Q: I worked out the charges in Sb₂TeO₆ and they don't balance. Two Sb(V) and one Te(IV) supply 14 electrons, but six oxide ions take only 12. Where do the other two go?

A: Look for them in the density of states, which counts the electron levels in each slice of energy. Energies are measured from the Fermi level, so levels below zero are filled and those above are empty. The other columns tell how much of each slice sits on the p orbitals of O, Sb and Te, or on the s orbital of Sb.

Density of states of Sb₂TeO₆ (unrelaxed 9-atom cell, P-31m) from Ansatz 0.2.0: scalar-relativistic PBE without spin polarization, generated PAW datasets, 420 eV plane-wave cutoff, 7×7×7 k-mesh, Fermi-Dirac filling of width 0.0187 eV. Values are tetrahedron-method means over 0.50 eV bins; orbital projections are summed over all atoms of an element.

```
bin centre from the Fermi level (eV)  total (states/eV/cell)  on O p (states/eV/cell)  on Sb p (states/eV/cell)  on Te p (states/eV/cell)  on Sb s (states/eV/cell)
                              -11.78                    0.92                     0.16                      0.01                      0.00                      0.01
                              -11.28                    0.00                     0.00                      0.00                      0.00                      0.00
                              -10.78                    0.01                     0.00                      0.00                      0.00                      0.01
                              -10.28                    2.95                     1.19                      0.00                      0.05                      1.52
                               -9.78                    1.36                     0.54                      0.00                      0.03                      0.62
                               -9.28                    2.51                     1.00                      0.01                      0.08                      0.99
                               -8.78                    0.80                     0.30                      0.01                      0.04                      0.28
                               -8.28                    0.29                     0.10                      0.00                      0.01                      0.09
                               -7.78                    0.12                     0.05                      0.01                      0.01                      0.02
                               -7.28                    1.37                     0.86                      0.23                      0.21                      0.01
                               -6.78                    5.71                     3.74                      1.10                      0.59                      0.05
                               -6.28                    5.02                     3.49                      0.96                      0.40                      0.05
                               -5.78                    6.17                     4.41                      0.80                      0.70                      0.03
                               -5.28                    5.55                     4.14                      0.68                      0.51                      0.02
                               -4.78                    4.55                     3.52                      0.39                      0.43                      0.02
                               -4.28                    4.70                     3.97                      0.25                      0.27                      0.02
                               -3.77                    8.15                     7.74                      0.09                      0.08                      0.01
                               -3.27                    9.51                     9.09                      0.07                      0.06                      0.01
                               -2.77                   10.33                     9.78                      0.07                      0.06                      0.01
                               -2.27                    2.89                     2.69                      0.02                      0.02                      0.00
                               -1.77                    0.00                     0.00                      0.00                      0.00                      0.00
                               -1.27                    0.00                     0.00                      0.00                      0.00                      0.00
                               -0.78                    0.34                     0.15                      0.01                      0.09                      0.07
                               -0.28                    3.48                     1.42                      0.10                      0.94                      0.67
                                0.23                    2.56                     1.01                      0.11                      0.72                      0.50
                                0.72                    1.83                     0.58                      0.14                      0.72                      0.23
                                1.23                    4.47                     1.48                      0.24                      2.00                      0.41
                                1.73                    4.62                     1.72                      0.19                      1.79                      0.66
                                2.23                    2.20                     0.88                      0.07                      0.77                      0.38
                                2.73                    0.49                     0.21                      0.01                      0.16                      0.09
                                3.23                    0.00                     0.00                      0.00                      0.00                      0.00
                                3.73                    0.56                     0.11                      0.34                      0.03                      0.00
                                4.22                    2.96                     0.54                      1.92                      0.14                      0.01
                                4.72                    2.90                     0.59                      1.86                      0.10                      0.01
                                5.22                    4.62                     1.17                      2.76                      0.18                      0.01
```

Q: Just below zero there is a group of states that the Fermi level cuts through. Underneath it are two empty rows, and then the large oxygen block. Are my two electrons in that cut group?

A: Yes, and bonding explains why the group is there. When a cation orbital overlaps with an oxygen p orbital, two new levels form: a bonding one, pushed down, and an antibonding one, pushed up. Oxygen combinations that find no partner stay in between as lone pairs. The oxide ions fill the bonding levels and the lone pairs, so any surplus electron has to start on the antibonding levels.

Q: Can I see those lone pairs in the oxygen block?

A: You can, at its top. From -3.77 to -2.27 eV, 95% of the density is on O p and only 1.5% on the p orbitals of Sb and Te. From -7.28 to -4.28 eV that cation share is 23%, which marks the bonding levels. The highest peak of the table, at -2.77 eV, is therefore made of oxygen orbitals that take little part in bonding.

Q: Then what is the separate group near -10 eV?

A: That is the bonding partnership of Sb s with O p. The Sb s orbital lies deep, at an energy similar to that of O p, and the Sb–O contacts are short, 2.14 Å. Similar energies and strong overlap give a nearly even mixture: 44% of this group is on Sb s and 40% on O p. It would be a mistake to read these states as lone pairs on Sb.

Q: If the mixture is that even, the antibonding partner should carry a lot of Sb s too.

A: It does, and it lies in the group at the Fermi level. Averaged over the rows from -0.78 to 2.73 eV, with the projected density as weight, the Sb s part sits at 0.9 eV. In the lower group the same average is -9.7 eV, so the two partners are more than 10 eV apart.

Q: But that upper group has even more Te p than Sb s.

A: The antibonding levels of Te p with oxygen fall in the same place, with an average of 1.1 eV. Te p starts from a higher energy than Sb s, but the Te–O contacts are longer, 2.39 Å, which should weaken the upward push. That is an argument from bonding; what the table shows is that the two averages nearly coincide. Each oxygen touches two Sb and one Te, so it can link the two kinds of orbital into common bands.

Q: Can I check this without a new calculation?

A: Count orbitals. The cell has 18 O p orbitals, two Sb s and three Te p, and each band holds two electrons. Two of the oxygen combinations pair up with Sb s, which leaves 16 for the oxygen block:

lower Sb–O group: 2 × 2 = 4 electrons
oxygen block: 2 × (18 − 2) = 32 electrons
group at the Fermi level: 2 × (2 + 3) = 10 electrons

Adding up the total density over the rows of each group, times the bin width of 0.50 eV, gives 4.0, 32.0 and 10.0.

Q: That agreement looks too good.

A: Groups separated by gaps must hold a whole number of bands. The two lower groups are parted only by a nearly empty row, at -7.78 eV, but that row holds too little to shift the count much. So the closeness is no surprise. The test is which number comes out. If the group at the Fermi level were made of Te p alone, it would hold 6 electrons instead of 10. The count does not tell you where a group lies or how wide it is; for that you need the bonding argument and the calculation itself.

Q: And the filling?

A: Start from the 82 electrons treated in the calculation. Take away 30 in the 4d shells of Sb and Te, 12 in O 2s and 2 in Te 5s, then the two lower groups:

82 − 30 − 12 − 2 − 4 − 32 = 2

Now compare with the table. The two filled rows of the upper group give (0.34 + 3.48) × 0.50 = 1.91 electrons. The last 0.03 eV up to the Fermi level, where the density is 2.93 states per eV and cell, adds 0.09, which makes 2.0.

Q: So is the compound Te(II) with Sb(V), or Te(IV) with Sb(IV)?

A: Neither label fits. In the two filled rows, 41% of the density is on O p, 27% on Te p and 19% on Sb s. Such shares depend somewhat on how the density is divided among atoms, but no single element dominates. The two electrons occupy antibonding levels spread over the whole Te–O–Sb network.

Q: Two electrons could just fill one band. Why is it a metal?

A: Because the five bands overlap. The lowest of them reaches 1.12 eV above the bottom of the next, so the electrons spill over and leave both partly filled. PBE tends to exaggerate such overlaps. The cell was also made by swapping elements and was not relaxed, spin was left out, and symmetry keeps the two Sb atoms alike and Te at the centre of its oxygens. A distortion that breaks this symmetry might open a gap, so the metal belongs to this cell and need not describe a real crystal.

Q: What are the rows above the next gap?

A: From 3.73 eV on they are mostly Sb p, with a share of 62%. They are the antibonding counterpart of the Sb p found at the bottom of the oxygen block. At the other end, the first row catches part of a deeper level, which by the electron count is probably the Te 5s pair.

Q: And the dips at -9.78 and 0.72 eV?

A: Both lie inside a group, so they don't change the count. Add up the density from the bottom of each group to the end of the dip row, and you find room for about 2 electrons in the lower group and about 4 in the upper one. That is one band and two bands. So the likely reason is that the lower bands of the group are running out there while the next ones are only beginning. I would not assign these dips to particular orbitals, because the mesh limits such fine detail.
